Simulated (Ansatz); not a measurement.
Abstraction of Cl: CClF3 + GeH(CH3)2 → CF3 + GeH(CH3)2Cl

Gas-phase species: CClF3 `FC(F)(F)Cl`, singlet; GeH(CH3)2, doublet; CF3 `F[C](F)F`, doublet; GeH(CH3)2Cl, singlet. A radical takes Cl: the energy is the difference in strength between the C–Cl bond broken and the Ge–Cl bond made.

Shapes, held fixed at every level: PBE0-D4/def2-TZVP. Programs: Ansatz 0.2.0. The zero-point and thermal change to 298 K, harmonic and unscaled (PBE0-D4/def2-TZVP), is +1.4 kJ/mol.

```csv
level,kind,ΔH(298 K) (kJ/mol),less CCSD(T)/def2-TZVPP
MP2/def2-SVP,perturbation theory,-61.6,+11.6
MP2/def2-TZVPP,perturbation theory,-74.0,-0.8
PBE-D4/def2-TZVPP,GGA,-63.0,+10.2
r2SCAN-D4/def2-TZVPP,meta-GGA,-74.0,-0.8
BHLYP-D4/def2-TZVPP,global hybrid,-86.1,-12.9
PBE0-D4/def2-TZVPP,global hybrid,-70.8,+2.4
r2SCAN0-D4/def2-TZVPP,global hybrid,-79.6,-6.4
CCSD(T)/def2-TZVPP,coupled cluster or CI,-73.2,0.0
```

The highest level, CCSD(T)/def2-TZVPP, gives ΔH(298 K) = -73.2 kJ/mol; the levels span -86.1 to -61.6. The column of differences is taken from that level and isn't an error. No measured value is set beside it here. Open shells run unrestricted. Relativity is left out for Ge. Outer-core shells of Ge are correlated, in sets that cover them unevenly.

Chlorine transfer from carbon to germanium is exothermic at every level, so the Ge–Cl bond formed is stronger than the C–Cl bond broken. The main reason is bond polarity. Germanium is much more electropositive than carbon, and its bond to chlorine gains a large ionic contribution. In CClF3 the fluorines already draw charge from carbon, leaving the C–Cl bond less polar. The thermal term of +1.4 kJ/mol is minor, so the driving force is electronic.

Adding exact exchange makes the reaction more exothermic in both matched pairs, PBE to PBE0 and r2SCAN to r2SCAN0, probably through a changed balance between the two polar bonds and the radicals. MP2 shifts from -61.6 to -74.0 kJ/mol on going to the larger basis, a change comparable to the spread among many of the functionals. The close match of MP2 and r2SCAN to CCSD(T) therefore doesn't establish that -73.2 kJ/mol is converged with basis size. The exothermicity alone says nothing about the barrier to abstraction.
